## Appendix. The singles energy of RMP2-F12 and its separation into a reference correction and spin polarisation

### A.1 Premises and notation

Atomic units are used, with energies in $E_h$ or m$E_h$. All orbitals are real and orthonormal, and two-electron integrals are written $(pq|rs)$ in charge-cloud notation. The premises are these.

1. The reference $\Phi$ is one high-spin determinant with $M_S=S$, built from a single set of spatial orbitals: closed orbitals $k,l$ (both spins) and open orbitals $t,u$ ($\alpha$ spin only). It makes the energy stationary within the orbital basis (OBS), whose remaining orbitals are the virtuals $a,b$.
2. The complementary auxiliary basis (CABS, Valeev 2004) supplies functions $a',b'$ orthogonal to the whole OBS. Virtuals and CABS functions together span the external space, with indices $A,B$.
3. The Hamiltonian is spin-free, and the Fock matrices are evaluated without approximation in the union of OBS and CABS.
4. The zeroth-order Hamiltonian is that of the RMP2 theory of Knowles, Andrews, Amos, Handy and Pople (1991), defined in A.3, on which the RMP2-F12 method of Knizia and Werner (2008) is built.

For spin $\sigma$, $i,j$ label the spatial orbitals occupied in $\Phi$ and $P,Q$ those unoccupied. For $\alpha$ spin $i$ runs over closed and open orbitals and $P$ over the external space. For $\beta$ spin $i$ runs over closed orbitals only, and $P$ runs over the external space and the open orbitals. With $(J_r)_{pq}=(pq|rr)$ and $(K_r)_{pq}=(pr|rq)$ the spin Fock operators of $\Phi$ are

$$f^\beta=h+\sum_k(2J_k-K_k)+\sum_tJ_t,\qquad f^\alpha=f^\beta-\sum_tK_t .$$

Their mean and half-difference are

$$F=\tfrac12(f^\alpha+f^\beta),\qquad \Delta=\tfrac12(f^\alpha-f^\beta)=-\tfrac12\sum_tK_t,$$

so that $f^\alpha=F+\Delta$ and $f^\beta=F-\Delta$.

### A.2 What ROHF stationarity does and does not set to zero

A restricted determinant is varied by spin-free rotations, $\Phi(\kappa)=\exp[\kappa(E_{pq}-E_{qp})]\Phi$ with $E_{pq}=\sum_\sigma a^\dagger_{p\sigma}a_{q\sigma}$ and $p\ne q$. For real functions the first derivative of the energy is $2\langle\Phi|H(E_{pq}-E_{qp})|\Phi\rangle$. The operator $a^\dagger_{p\sigma}a_{q\sigma}$ annihilates $\Phi$ unless $q\sigma$ is occupied and $p\sigma$ is empty. In that case it gives a singly excited determinant, whose matrix element with $\Phi$ is $f^\sigma_{pq}$ by the Slater–Condon rules. With occupation numbers $n_{p\sigma}$,

$$\frac{\partial E}{\partial\kappa}\Big|_0=2\sum_\sigma(n_{q\sigma}-n_{p\sigma})f^\sigma_{pq}.\tag{A1}$$

Rotations within one class of orbitals give zero identically. The other three classes give $2(f^\alpha_{ak}+f^\beta_{ak})$ for closed–virtual, $2f^\alpha_{at}$ for open–virtual, and $2f^\beta_{tk}$ for closed–open rotations, where the $\alpha$ term drops because both orbitals hold an $\alpha$ electron. Stationarity in the OBS therefore means

$$f^\alpha_{ak}=-f^\beta_{ak}=\Delta_{ak},\qquad f^\alpha_{at}=0,\qquad f^\beta_{tk}=0.\tag{A2}$$

The element $\Delta_{ak}=-\tfrac12\sum_t(at|tk)$ is an exchange integral which no condition forces to vanish, in any basis. The partners of the two zeros do not vanish either: $f^\alpha_{tk}=2\Delta_{tk}$ and $f^\beta_{at}=-2\Delta_{at}$. These belong to the occupied block of $f^\alpha$ and the unoccupied block of $f^\beta$.

Two restrictions apply. First, rotations into the CABS were never varied, so no condition holds for $f^\sigma_{a'k}$ or $f^\alpha_{a't}$. By (A1), $4F_{a'k}$ and $2f^\alpha_{a't}$ are the components of the ROHF energy gradient outside the OBS, and they vanish only as the occupied orbitals reach the basis-set limit. Second, (A2) holds in orbitals that keep the closed, open and virtual spaces apart. The semicanonical orbitals introduced below mix closed with open orbitals for $\alpha$ spin, open with external orbitals for $\beta$ spin, and virtual with CABS functions for both, so the pattern of zeros is in general lost in them.

### A.3 Partitioning and the decoupling of singles

The zeroth-order Hamiltonian keeps the occupied and the unoccupied block of each spin Fock operator,

$$H_0=\sum_\sigma\Big[\sum_{ij}f^\sigma_{ij}a^\dagger_{i\sigma}a_{j\sigma}+\sum_{PQ}f^\sigma_{PQ}a^\dagger_{P\sigma}a_{Q\sigma}\Big],$$

where for the formal argument $P,Q$ run over a complete complement of the occupied space. The coupling block $f^\sigma_{Pi}$ belongs to the perturbation $H-H_0$. Acting on $\Phi$, every term of $H_0$ except $i=j$ gives zero, so $H_0\Phi=E_0\Phi$ with $E_0=\sum_{\sigma i}f^\sigma_{ii}$, and $E_0+E_1=\langle\Phi|H|\Phi\rangle$ is the ROHF energy.

For trial functions $\Psi$ orthogonal to $\Phi$ one has $\langle\Psi|H_0|\Phi\rangle=0$, and the second-order energy is the stationary value of the Hylleraas functional

$$\mathcal J[\Psi]=2\langle\Psi|H|\Phi\rangle+\langle\Psi|H_0-E_0|\Psi\rangle .$$

Each term of $H_0$ moves an electron within the occupied or within the unoccupied space, so $H_0$ commutes with the operator that counts holes in the occupied spin orbitals and has no matrix elements between different excitation levels. The geminal configurations of F12 theory are built from $\hat Q_{12}F_{12}|ij\rangle$, where $\hat Q_{12}$ makes the pair function strongly orthogonal to all occupied spin orbitals. Expanded in the complete one-particle basis they contain only products of two unoccupied orbitals, so they are double excitations. With $\Psi=\Psi_S+\Psi_D$ the cross term $\langle\Psi_S|H_0-E_0|\Psi_D\rangle$ is zero and $\mathcal J=\mathcal J_S+\mathcal J_D$. The singles energy is thus independent of the correlation factor, of the F12 ansatz and of the approximations used for the many-electron integrals of the doubles. Singles and doubles first couple at third order.

### A.4 The singles energy

Let $\Psi_S=\sum_{\sigma iP}\tau^\sigma_{Pi}\,a^\dagger_{P\sigma}a_{i\sigma}\Phi$, with $P$ now restricted to OBS plus CABS. The linear term needs $\langle\Phi^{P\sigma}_{i\sigma}|H|\Phi\rangle=f^\sigma_{Pi}\equiv v^\sigma_{Pi}$. For the quadratic term, the commutator

$$[H_0,a^\dagger_Qa_j]=\sum_Pf_{PQ}\,a^\dagger_Pa_j-\sum_if_{ji}\,a^\dagger_Qa_i$$

gives $\langle\Phi^P_i|H_0-E_0|\Phi^Q_j\rangle=\delta_{ij}f_{PQ}-\delta_{PQ}f_{ji}$, diagonal in spin. Define the symmetric linear map $(L^\sigma\tau)_{Pi}=\sum_Qf^\sigma_{PQ}\tau_{Qi}-\sum_j\tau_{Pj}f^\sigma_{ji}$ and the scalar product $\langle x,y\rangle=\sum_{Pi}x_{Pi}y_{Pi}$. Then

$$\mathcal J_S=\sum_\sigma\big[2\langle v^\sigma,\tau^\sigma\rangle+\langle\tau^\sigma,L^\sigma\tau^\sigma\rangle\big].\tag{A3}$$

Setting the derivative to zero gives $L^\sigma\tau^\sigma=-v^\sigma$, and insertion gives, with $R^\sigma=(L^\sigma)^{-1}$,

$$E_S=\sum_\sigma\langle v^\sigma,\tau^\sigma\rangle=-\sum_\sigma\langle v^\sigma,R^\sigma v^\sigma\rangle.\tag{A4}$$

Under separate orthogonal transformations of the occupied and of the unoccupied orbitals of each spin, $v$, $\tau$ and $L$ transform covariantly and (A4) is unchanged. It therefore does not depend on the convention by which the ROHF orbitals are made canonical. Semicanonical orbitals diagonalise, for each spin, the occupied block (eigenvalues $\varepsilon^\sigma_i$) and the entire unoccupied block including the virtual–CABS coupling (eigenvalues $\varepsilon^\sigma_P$). In them $L^\sigma$ is diagonal, $\tau^\sigma_{Pi}=-f^\sigma_{Pi}/(\varepsilon^\sigma_P-\varepsilon^\sigma_i)$, and

$$E_S=-\sum_\sigma\sum_{iP}\frac{|f^\sigma_{Pi}|^2}{\varepsilon^\sigma_P-\varepsilon^\sigma_i}.\tag{A5}$$

If all denominators are positive, $L^\sigma$ is positive definite, the stationary point is a minimum, $E_S\le0$, and enlarging the unoccupied space at fixed $\Phi$ can only lower $E_S$.

### A.5 OBS part and CABS increment

Make only the occupied orbitals semicanonical. Then $L^\sigma$ is block diagonal in $i$, with blocks $M=f^\sigma_{\rm unocc}-\varepsilon^\sigma_i\mathbf 1$. Divide the unoccupied indices into those of the OBS (o) and of the CABS (c). Minimising $2v^T\tau+\tau^TM\tau$ over $\tau_{\rm o}$ at fixed $\tau_{\rm c}$ gives $\tau_{\rm o}=-M_{\rm oo}^{-1}(v_{\rm o}+M_{\rm oc}\tau_{\rm c})$. What remains is $-v_{\rm o}^TM_{\rm oo}^{-1}v_{\rm o}+2w^T\tau_{\rm c}+\tau_{\rm c}^T\Sigma\tau_{\rm c}$, and minimising over $\tau_{\rm c}$ yields

$$-v^TM^{-1}v=-v_{\rm o}^TM_{\rm oo}^{-1}v_{\rm o}-w^T\Sigma^{-1}w,\tag{A6}$$

with $w=v_{\rm c}-M_{\rm co}M_{\rm oo}^{-1}v_{\rm o}$ and $\Sigma=M_{\rm cc}-M_{\rm co}M_{\rm oo}^{-1}M_{\rm oc}$. The first term, summed over $\sigma$ and $i$, is the singles energy $E_S^{\rm OBS}$ of conventional RMP2, and by (A2) its only source is $\Delta_{ak}$. The second term is the CABS increment, which is never positive because $\Sigma$ is positive definite with $M$. For a closed shell $\Delta=0$ and $v_{\rm o}=0$, and the increment is the CABS singles correction to the Hartree–Fock energy of Adler, Knizia and Werner (2007). For an open shell $w$ contains $\pm\Delta_{a'k}$ and the term driven by $v_{\rm o}$ besides the gradient, so the division into OBS and CABS parts is not the division into spin polarisation and reference correction.

### A.6 The split by spin structure

Return to orbitals that keep the closed, open and external spaces apart, and write $v^\sigma=g^\sigma+s^\sigma$ with

$$s^\alpha_{Ak}=\Delta_{Ak},\quad s^\beta_{Ak}=-\Delta_{Ak},\qquad g^\alpha_{Ak}=g^\beta_{Ak}=F_{Ak},\quad g^\alpha_{At}=f^\alpha_{At},\quad g^\beta_{tk}=f^\beta_{tk},$$

and $s=0$ for the open–external and closed–open pairs. By (A1) $g$ collects the ROHF gradient, and by (A2) it is nonzero only in CABS rows. The vector $s$ survives at the basis-set limit.

A spin-free rotation changes $\Phi$ to first order by single excitations with $\tau^\alpha_{Ak}=\tau^\beta_{Ak}=\kappa_{Ak}$, $\tau^\alpha_{At}=\kappa_{At}$ and $\tau^\beta_{tk}=\kappa_{tk}$. The amplitudes that keep the determinant restricted thus form the subspace $\mathcal C$ defined by $\tau^\alpha_{Ak}=\tau^\beta_{Ak}$. On $\mathcal C$, $\sum_\sigma\langle s^\sigma,\tau^\sigma\rangle=\sum_{Ak}\Delta_{Ak}(\tau^\alpha_{Ak}-\tau^\beta_{Ak})=0$, so (A3) is driven there by $g$ alone. Define

$$E_R=\min_{\tau\in\mathcal C}\mathcal J_S,\qquad E_P=E_S-E_R,\qquad E_S=E_R+E_P.\tag{A7}$$

Both parts are non-positive: $E_R\le0$ because $\tau=0$ lies in $\mathcal C$, and $E_P\le0$ because $E_S$ is the minimum over the larger space. $E_R$ is quadratic in $g$, is zero without a CABS, and vanishes at the basis-set limit. It is the correction to the reference energy. $E_P$ is the gain from letting the $\alpha$ and $\beta$ components of the closed orbitals differ, which is spin polarisation. A restricted determinant cannot describe it, so it is part of the correlation energy measured from ROHF.

The content of $E_P$ follows from expanding (A4):

$$E_S=E_{gg}+E_{gs}+E_{ss},\qquad E_{gg}=-\sum_\sigma\langle g^\sigma,R^\sigma g^\sigma\rangle,\quad E_{gs}=-2\sum_\sigma\langle g^\sigma,R^\sigma s^\sigma\rangle,\quad E_{ss}=-\sum_\sigma\langle s^\sigma,R^\sigma s^\sigma\rangle,$$

$$E_P=E_{ss}+E_{gs}+(E_{gg}-E_R).\tag{A8}$$

The orders are explicit when symmetry forbids all closed–open couplings and all couplings of the open orbitals to external functions of closed-orbital symmetry. The closed–external pairs are then an invariant block, common to both spins, with $L^{\alpha,\beta}=L_F\pm L_\Delta$, where $L_F$ and $L_\Delta$ are built from $F$ and $\Delta$ as $L^\sigma$ is from $f^\sigma$. Let $g$ and $s$ denote the arrays $F_{Ak}$ and $\Delta_{Ak}$. The identity $R^\alpha-R^\beta=-R^\alpha(L^\alpha-L^\beta)R^\beta$ gives

$$E_{gs}=-2\langle g,(R^\alpha-R^\beta)s\rangle=4\langle g,R^\alpha L_\Delta R^\beta s\rangle,\tag{A9}$$

which is of order $g\Delta^2$ and has no fixed sign. On $\mathcal C$ this block of (A3) reads $4\langle g,\kappa\rangle+2\langle\kappa,L_F\kappa\rangle$, so that

$$E_R=-2\langle g,L_F^{-1}g\rangle-\langle g^\alpha,R^\alpha g^\alpha\rangle_{\rm open},\tag{A10}$$

where the last term runs over the open–external pairs. Since $R^\alpha+R^\beta=2L_F^{-1}+2L_F^{-1}L_\Delta L_F^{-1}L_\Delta L_F^{-1}+\dots$, the difference $E_{gg}-E_R$ is of order $g^2\Delta^2$. Without the symmetry, the couplings $2\Delta_{tk}$ and $f^\beta_{At}$ add further terms, and $E_{gs}$ still begins at order $g\Delta^2$. Relative to $E_{ss}$ the cross term is first order in the ratio of $g$ to the gap, so $E_P$ retains a dependence on the quality of the reference.

The polarising excitation $(a^\dagger_{A\alpha}a_{k\alpha}-a^\dagger_{A\beta}a_{k\beta})\Phi/\sqrt2$ couples a triplet pair with projection zero to the open-shell spin. It is not a spin eigenfunction: its weight in total spin $S$ is the squared Clebsch–Gordan coefficient $S/(S+1)$, which is $1/3$ for a doublet. Because $H$ commutes with $\hat S^2$, only this component enters $\langle\Phi|H|\Psi\rangle$. The spin-adapted function also contains the determinants $k\beta\to t\beta$, $t\alpha\to A\alpha$, which count as doubles. $E_P$ is therefore the singles share of spin polarisation, and not all of it.

### A.7 What $E_R$ leaves out

For the determinant $e^{T}\Phi$ with $T=\sum\tau_{Pi}a^\dagger_Pa_i$ over spin orbitals, expansion of the energy expectation value to second order gives (A3) plus $\sum\tau_{Pi}\tau_{Qj}[2(Pi|Qj)-(PQ|ij)-(Pj|Qi)]$, the integrals including spin. $E_R$ is thus a Newton step on the ROHF energy with the two-electron part of the orbital Hessian dropped. Terms containing a closed–open rotation times another rotation are also dropped, and they vanish under the symmetry condition of A.6. $E_R$ is neither a bound on the distance to the ROHF limit nor exact to second order in $g$.

### A.8 Illustration: the π shell of OH

The ground configuration is $1\sigma^22\sigma^23\sigma^21\pi^3$. For the real component $\pi_x^2\pi_y^1$ the open orbital is the only occupied orbital of its $C_{2v}$ species, so the symmetry condition of A.6 holds and (A9) and (A10) are exact for this radical.

The model treats the three π electrons explicitly as oxygen-centred $p$ electrons and replaces the nuclei and σ electrons by a screened charge, $h=-\tfrac12\nabla^2-Z/r$. Slater's approximate screening constants, 0.85 for each $1s$ electron and 0.35 for each of three other valence electrons, are taken as inputs and give $Z=5.25$. The radial functions are $r\mathcal R_n\propto u^2e^{-u/2}L^{(4)}_n(u)$ with $u=2\zeta r$ and $n=0,1,2$, where $L_0=1$, $L_1=5-u$, $L_2=15-6u+u^2/2$. They are orthogonal with squared norms $N_n=24,\,120,\,360$. The occupied orbitals are $0x$ (closed) and $0y$ (open), the OBS is $\{0x,0y,1x\}$, and the CABS is $\{2x,1y,2y\}$. The unequal treatment of $x$ and $y$ is a device that allows one exponent. Since $\partial\phi_0/\partial\zeta\propto\phi_1$, the one ROHF condition, $F_{1x,0x}=0$, can be met by the choice of $\zeta$.

With $p_n=u^2e^{-u/2}L_n$, define $t_{mn}=\int(\tfrac12p_m'p_n'+p_mp_n/u^2)\,du$, $w_{mn}=\int p_mp_n\,du/u$, and with the kernel $u_<^k/u_>^{k+1}$ the double integrals $d^k_{mn}$ of $p_0^2$ with $p_mp_n$ and $x^k_{mn}$ of $p_0p_m$ with $p_0p_n$, so that $x^k_{0n}=d^k_{0n}$.

| $mn$ | 00 | 01 | 02 | 11 | 12 | 22 |
|---|---|---|---|---|---|---|
| $t$ | 3 | 6 | 6 | 27 | 42 | 117 |
| $w$ | 6 | 6 | 6 | 30 | 30 | 90 |
| $d^0$ | 104.625 | 52.3125 | 12.9375 | 444.375 | 241.875 | 1185.46875 |
| $d^2$ | 50.625 | 25.3125 | −19.6875 | 163.125 | 104.0625 | 375.46875 |
| $x^0$ | as $d^0$ | as $d^0$ | as $d^0$ | 78.75 | 59.0625 | 88.59375 |
| $x^2$ | as $d^2$ | as $d^2$ | as $d^2$ | 90 | 67.5 | 156.09375 |

The normalised matrices are $h_{mn}=(4\zeta^2t_{mn}-2\zeta Zw_{mn})/\sqrt{N_mN_n}$, $D^k_{mn}=\zeta d^k_{mn}/(12\sqrt{N_mN_n})$, and $X^k$ likewise from $x^k$. The angular factors of the $k=2$ term come from $P_2=\tfrac12[3(\hat n_1\!\cdot\!\hat n_2)^2-1]$. The angular density $3n_x^2$ has second moments $3/5,1/5,1/5$, and $3n_xn_y$ has $\langle n_xn_y\rangle=1/5$ and no monopole. This gives $4/25$ for $(xx|xx)$, $-2/25$ for $(xx|yy)$ and $3/25$ for $(xy|xy)$. In the $x$ block $J_x=D^0+\tfrac4{25}D^2$, $K_x=X^0+\tfrac4{25}X^2$, $J_y=D^0-\tfrac2{25}D^2$, $K_y=\tfrac3{25}X^2$, and the roles are exchanged in the $y$ block. Hence

$$F_x=h+3D^0+\tfrac6{25}D^2-X^0-\tfrac{11}{50}X^2,\qquad\Delta_x=-\tfrac3{50}X^2,\qquad f^\alpha_y=h+3D^0-X^0-\tfrac7{25}X^2 .$$

The $\beta$ block of $y$ symmetry has no occupied orbital and does not contribute. The condition $F_{x,01}=0$ reads $24\zeta-12Z+(2d^0_{01}+d^2_{01}/50)/12=0$, so $\zeta=Z/2-0.365039=2.259961\ a_0^{-1}$. The Fock elements in $E_h$ and the channel energies from (A4) in m$E_h$ are:

| $mn$ | 00 | 01 | 02 | 11 | 12 | 22 | energy |
|---|---|---|---|---|---|---|---|
| $f^\alpha_x$ | −1.75257 | −0.00533 | −0.15899 | 0.65481 | 1.31269 | 2.54568 | −6.8118 |
| $f^\beta_x$ | −1.70490 | 0.00533 | −0.16377 | 0.67176 | 1.32003 | 2.55548 | −7.8935 |
| $f^\alpha_y$ | −1.84792 | −0.02665 | −0.14941 | 0.59337 | 1.29006 | 2.49854 | −5.2884 |

The closed–virtual elements (01 of the $x$ rows) are equal and opposite, as (A2) requires. The closed–CABS elements consist of $F_{02}=-0.16138$ and $\Delta_{02}=0.00239\ E_h$. In the $\alpha x$ channel the semicanonical external energies are $-0.0175$ and $3.2180\ E_h$, the couplings have magnitudes $0.0677$ and $0.1439\ E_h$, and the two terms of (A5) are $-2.644$ and $-4.168$ m$E_h$, which add up to the channel energy. The total is $E_S=-19.9937$ m$E_h$, and it divides as follows. The digits serve to trace the bookkeeping within the model.

| division | parts (m$E_h$) |
|---|---|
| (A6) | $E_S^{\rm OBS}=-0.0238$, CABS increment $=-19.9699$ |
| (A7) | $E_R=-19.9404$, $E_P=-0.0533$ |
| (A8) | $E_{gg}=-19.9416$, $E_{gs}=-0.0124$, $E_{ss}=-0.0397$, $E_{gg}-E_R=-0.0011$ |

The CABS increment lies $0.0295$ m$E_h$ below $E_R$, which is more than the whole OBS polarisation term, and the OBS holds only 60 % of $E_{ss}$. The cross term is 31 % of $E_{ss}$ and cannot be dropped when the polarisation is wanted from so poor a reference.

The neglected Hessian terms follow from A.7. Let $M^\sigma$ be the $2\times2$ external block of each row minus its 00 element, and restrict $D^k,X^k$ to $m,n=1,2$. With $J=D^0+\tfrac4{25}D^2$ and $K=X^0+\tfrac4{25}X^2$, the ROHF energy change is $2b^T\kappa+\kappa^T\mathcal H\kappa$, where $b$ holds $2F_{x,0n}$ and $f^\alpha_{y,0n}$ and

$$\mathcal H_{xx}=M^\alpha_x+M^\beta_x+6K-2J,\qquad\mathcal H_{yy}=M^\alpha_y+K-J,\qquad\mathcal H_{xy}=4X^0-\tfrac{11}{25}X^2-\tfrac3{25}D^2 .$$

The minimum is $-b^T\mathcal H^{-1}b=-23.17$ m$E_h$, reached with a largest rotation amplitude of 0.053. $E_R$ recovers 86 % of it. The missing $3.23$ m$E_h$ is 61 times $|E_P|$, so the absolute uncertainty of the reference correction far exceeds the polarisation term here, although the latter is cleanly defined by (A7).

The model is far from the real radical in three respects. Its π orbital energies are too deep by a large factor, because a screened charge chosen for the orbital size under-counts the repulsion by the σ electrons. Its $|E_P|$ is too small by a large factor, because polarisation of the σ shells and of the angular shape of the orbitals is absent. Its $|E_R|$ is larger by a large factor than the π contribution in the triple-zeta and larger bases usual in F12 work, because one exponent is a very poor OBS.

### A.9 Range of validity

Equations (A4) to (A8) are exact consequences of the premises of A.1, and (A9) and (A10) need in addition the symmetry condition of A.6. They require positive semicanonical gaps for both spins, including the gap between the closed and the formerly open orbitals for $\beta$ spin, and they are useful when the amplitudes $|f^\sigma_{Pi}|/(\varepsilon^\sigma_P-\varepsilon^\sigma_i)$ are much smaller than one. They do not apply to low-spin coupled or multiconfigurational references, for which the gradient conditions differ from (A2), or to Hamiltonians with spin–orbit coupling, for which the spin labels of the Fock blocks lose their meaning. An incompletely converged ROHF solution adds OBS rows to $g$, which then enter $E_R$. $E_R$ approaches the ROHF limit only within the span of the CABS, and only to the accuracy of the uncoupled Hessian, which fell short by more than a tenth in the model above. Since the ROHF energy involves all electrons, $E_R$ is summed over core orbitals as well, even when the doubles are frozen-core. For a spatially degenerate term such as $^2\Pi$ all quantities refer to the chosen component, and $E_P$ and $E_R$ should be taken from the same component as the reference energy they accompany.